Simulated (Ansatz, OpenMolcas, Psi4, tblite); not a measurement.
**InCl3 (SMILES [Cl][In]([Cl])[Cl]): methods side by side**

InCl3: 4 atoms, total charge 0, spin state singlet. SMILES: `[Cl][In]([Cl])[Cl]`. Geometry: relaxed at PBE0-D4/def2-TZVP.

```xyz
4

Cl   -0.2029    0.5215    2.2136
In    0.0144   -0.0148   -0.0053
Cl    1.0159   -1.9852   -0.6153
Cl   -0.7720    1.4183   -1.6132
```

Quantity: the energy change with the In2–Cl3 bond stretched from 2.293 to 5.045 Å, in eV. The values are calculated.

```tsv
level	kind	program	value (eV)	CPU time (all runs)
GFN2-xTB	semi-empirical	tblite	3.01	under 2 s
PBE/def2-SVP (core potential) (restricted)	GGA	Ansatz	3.76	12 s
TPSS/def2-SVP (core potential) (restricted)	meta-GGA	OpenMolcas	3.86	2.9 min
M06-2X/def2-SVP (core potential) (restricted)	hybrid meta-GGA	OpenMolcas	5.01	46 s
wB97X/def2-SVP (core potential) (restricted)	range-separated hybrid	Ansatz	5.42	54 s
PBE-QIDH/def2-SVP (core potential) (restricted)	double hybrid	Ansatz	4.83	28 s
RPA@PBE0/def2-SVP (core potential) (restricted)	RPA	Ansatz	4.18	28 s
MP2/def2-SVP (core potential) (restricted)	perturbation theory	Psi4	4.82	20 s
BCCD(T)/def2-SVP (core potential) (restricted)	coupled cluster or CI	Ansatz	3.58	40 s
```

The first shape isn't each level's own minimum. The values span 3.01 to 5.42 eV. In the correlated wave-function rows the outer d shell of In is correlated, in sets not made for it. CPU times are rough (shared hosts, several kinds of processor and program).

Stretching one In–Cl bond costs least with GFN2-xTB and most with wB97X. Among the density functionals without perturbative correlation, the semilocal PBE and TPSS lie well below M06-2X and wB97X. The polar bond breaks homolytically into two radicals, whose singlet-coupled electrons a single closed-shell determinant cannot localise on separate fragments. It retains too much ion-pair character, and exact exchange makes this error more costly, whereas semilocal exchange partly mimics the missing left-right correlation.

PBE-QIDH breaks a simple ordering by exact-exchange fraction, lying below M06-2X, probably because its second-order correlation lowers the stretched end. MP2, at 4.82 eV, remains well above BCCD(T), at 3.58 eV, which suggests that second-order correlation recovers too little of the near-degeneracy. Perturbative triples can in turn overcorrect in this regime, so the closeness of PBE to BCCD(T) is no proof of accuracy. The spread therefore reflects the treatment of a breaking electron pair more than uncertainty in the In–Cl bond strength near equilibrium.
